# Which functional wants a larger PbS crystal?

## A pressure without a press

Take a crystal of lead sulphide, hold its atoms and its cell fixed, and compute the pressure with several density functionals. No press is simulated; the size of the cell is simply prescribed. The pressure measures how strongly each functional would like to change the cell: a positive value asks for expansion, a negative one for contraction. The result for BP86 is hidden; can it be worked out from the other six?

ABINIT 10.8.3, plane-wave Kohn–Sham DFT without spin polarisation, spin–orbit coupling or dispersion correction, for PbS (Fm-3m) at a fixed conventional cell edge of 5.9315 Å. All runs use an 8 × 8 × 8 k-point mesh and Fermi–Dirac occupations with a smearing width of 0.05 eV. Pressure is positive when the cell is under compression.

| functional | potentials | wave cutoff | pressure (GPa) |
| --- | --- | --- | --- |
| LDA | HGH LDA | 761.919 eV | -3.820 |
| PBE | JTH-PAW-PBE-v2.0-sp | 544.228 eV | 2.290 |
| RPBE | JTH-PAW-PBE-v2.0-sp | 544.228 eV | 4.180 |
| BP86 | JTH-PAW-PBE-v2.0-sp | 544.228 eV | ? |
| OLYP | JTH-PAW-PBE-v2.0-sp | 544.228 eV | 3.350 |
| PW91 | JTH-PAW-PBE-v2.0-sp | 544.228 eV | 2.120 |
| SOGGA | JTH-PAW-PBE-v2.0-sp | 544.228 eV | -1.550 |

For a feel of the sizes, a residual pressure $P$ can be turned into a change of the cell edge by $P/(3B)$, where $B$ is the bulk modulus, the stiffness against uniform compression. With a rough recalled value of 60 GPa for $B$, PBE would lengthen the edge by about 1.3 % and SOGGA would shorten it by about 0.9 %. A few gigapascals thus amount to a change of roughly one or two per cent in the edge.

## Why exchange pushes on the cell

LDA treats each small region of the crystal as if its electron density were uniform. The other functionals also look at how fast the density varies. Their exchange energy, which is negative, is multiplied by a factor that grows where the density changes quickly compared with its own size. In such regions the exchange energy becomes more negative than in LDA.

Now let the crystal expand. The density between the atoms thins out, and its relative variation there generally becomes stronger. Measured against LDA, this is expected to favour the expanded crystal, and the more so the more steeply the factor rises. At fixed volume, a functional with a steeper rise should then show the more positive pressure. Correlation, the remaining part of the functional, has its own gradient term, which in PBE and its close relatives works the other way and partly cancels the push.

This picture is standard theory, and the table agrees with it where it can be tested most cleanly. SOGGA, PBE and RPBE share the same potentials and the same type of correlation, and differ mainly in how strongly exchange responds to gradients. PBE and RPBE differ in exchange alone; SOGGA as published also weakens the gradient term of its correlation, so its step need not be pure exchange. From SOGGA to PBE the pressure rises by 3.8 GPa, and from PBE to RPBE by another 1.9 GPa.

## A line through four functionals

The relative variation of the density $n$ is measured by the reduced gradient

$$s=\frac{|\nabla n|}{2k_F n},\qquad k_F=(3\pi^2 n)^{1/3}.$$

Let $F(s)$ be the exchange factor. In the functionals used for the line it equals one for a uniform density, so its excess over one at a chosen $s$ shows how far it has risen. The simplest model lets the pressure follow this excess in a straight line:

$$P \approx a+b\,[F(1.5)-1].$$

The constants $a$ and $b$ were fitted to PBE, RPBE, PW91 and SOGGA, which have the same potentials and similar correlation. They come out as $a=-8.4$ GPa and $b=34$ GPa, with a typical misfit of 0.1 GPa. That small misfit is weaker evidence than it looks. PBE and PW91 have almost the same factor, so the line has only three distinct points to meet, and the choice $s=1.5$ was made with these pressures in view. A real crystal also contains a whole range of $s$, and between the atoms of a dense solid it is expected to stay mostly below one, so the chosen value marks how far the factor has climbed in total, not a gradient found in this cell. The line is therefore a compact description of four results, not a proof of the mechanism.

PW91 and PBE make a useful pair. Their exchange factors at this $s$ are practically equal, and their pressures differ by only 0.17 GPa. Both runs share cutoff, mesh and potentials, so numerical errors should largely cancel in this difference. It more likely reflects parts of the two functionals that a single value of $s$ does not see, but the table cannot say which.

## Where the line fails

Two known results were kept out of the fit because their functionals differ in more than exchange. OLYP uses another kind of correlation, and the line puts it 0.8 GPa too high. Its exchange factor also starts about 5 % above one even for a uniform density, so the value at a single $s$ is not a clean measure of its rise. The shape of its curve matters too: with a line refitted at $s=1$, OLYP comes out too low instead of too high. The table cannot separate these causes, but their signs can be argued. The line counts the offset as a rise, whereas extra uniform exchange is expected to favour the smaller cell; with the offset taken out, the same line would give about 2.3 GPa, below the computed value. LYP correlation is expected to resist expansion less than that of PBE and so to raise the pressure. The miss is then probably what is left of larger effects of opposite sign.

LDA has $F=1$ everywhere, and the line would give it −8.4 GPa instead of the computed −3.8 GPa. Part of this gap is to be expected: the fitted functionals carry gradient correlation, which resists expansion, and LDA has none. But LDA was also run with different potentials, and $F=1$ lies far below the factors used in the fit, where a straight line need not hold. The gap mixes these effects and should not be read as a property of the functional alone.

## The prediction for BP86

BP86 combines B88 exchange with P86 correlation. At $s=1.5$ the B88 factor exceeds one by 0.320, slightly more than the 0.306 of PBE. Put into the line, with one more figure kept in the constants, this gives

$$P \approx -8.37+34.3\times 0.320 \approx 2.6\ \text{GPa}.$$

The forecast is a positive pressure, close to PBE and probably somewhat above it, and below RPBE. The range is 1.8 to 3.4 GPa. Its half-width of 0.8 GPa follows the miss for OLYP, the one known case with the same potentials but a different type of correlation. This is a judgement rather than a statistical interval, since the OLYP miss does not measure the effect of correlation alone, and P86 correlation is not in the model and could cancel the small exchange shift or enlarge it. With $s=1$ the forecast would hardly move, to 2.8 GPa, but OLYP would then be missed by about 1.6 GPa, so the range may be too narrow.

## The computed value

The withheld rows as computed:

| functional | potentials | wave cutoff | pressure (GPa) |
| --- | --- | --- | --- |
| BP86 | JTH-PAW-PBE-v2.0-sp | 544.228 eV | 2.640 |

The calculation gives 2.64 GPa, and the forecast is low by only 0.04 GPa. The qualitative statements hold too: BP86 wants a larger cell, a little more strongly than PBE and clearly less than RPBE.

So close a hit flatters the model. The line expects BP86 to lie 0.48 GPa above PBE, while the computed step is $2.64-2.29=0.35$ GPa. The line also places PBE itself about 0.18 GPa too low, and the two errors largely cancel. What the result supports is the modest claim that B88 exchange, together with its correlation partner, acts on this cell much as PBE does. The printed analysis after this text gives the fit and the misses for each functional.

## What the pressure is good for

A pressure near zero means that a functional is content with this particular cell; it is not a certificate of accuracy. The calculations leave out spin-orbit coupling, which matters for lead, and keep the lead 5d electrons frozen in the core. Except for PBE, the gradient functionals also borrow potentials made for PBE. Each of these can shift the absolute pressures by an amount that was not tested here, and the borrowed potentials can also change the differences between functionals on which the line rests.

For a neighbouring case, the first thing to look at is how far the exchange factor rises: between functionals with similar correlation, the one with the larger rise should favour the larger cell. The start of the curve is not enough. The factors of PBE and RPBE begin alike at small $s$ and part only as $s$ grows, yet the pressures differ by 1.9 GPa, so the shape of the curve beyond its small-gradient start is expected to matter. For OLYP, where the correlation and the starting value of the exchange factor differ as well, the line was off by 0.8 GPa. Whether P86 correlation really behaves like that of PBE in PbS, or merely offsets another error, remains open. A run with B88 exchange and PBE correlation in the same cell would separate the two.

Numerical output:

```
fit of pressure on 4 rows (use > 0): constant -8.372 +/- 0.38, coefficient of Fa 34.29 +/- 1.3; rms 0.107, worst PBE -0.176, leave-one-out rms 0.296
  rows outside the fit (model, value, miss): LDA -8.372, -3.82, -4.55; BP86 2.597, 2.64, -0.043; OLYP 4.114, 3.35, 0.764
fit of pressure on 4 rows (use > 0): constant -8.167 +/- 1.3, coefficient of Fb 61.53 +/- 7.8; rms 0.367, worst RPBE -0.511, leave-one-out rms 1.78
  rows outside the fit (model, value, miss): LDA -8.167, -3.82, -4.35; BP86 2.791, 2.64, 0.151; OLYP 1.784, 3.35, -1.57
BP86 forecast at s 1.5 (GPa): 2.597
BP86 forecast at s 1 (GPa): 2.791
BP86 forecast less model value for PBE at s 1.5 (GPa): 0.4829
OLYP model less computed at s 1.5 (GPa): 0.7645
OLYP model less computed at s 1 (GPa): -1.566
RPBE less PBE pressure (GPa): 1.89
PBE less SOGGA pressure (GPa): 3.84
PBE less PW91 pressure (GPa): 0.17
RPBE less OLYP pressure (GPa): 0.83
Exchange factor and rough edge change:
    row  factor less 1 at s 1.5  factor less 1 at s 1  model GPa  computed GPa  rough edge change percent
    LDA                       0                     0     -8.372         -3.82                     -2.122
    PBE                  0.3058                0.1725      2.114          2.29                      1.272
   RPBE                  0.3691                0.1923      4.285          4.18                      2.322
   BP86                  0.3199                0.1781      2.597          2.64                      1.467
   OLYP                  0.3641                0.1617      4.114          3.35                      1.861
   PW91                  0.3062                 0.175      2.127          2.12                      1.178
  SOGGA                  0.2008                0.1054     -1.486         -1.55                    -0.8611
```
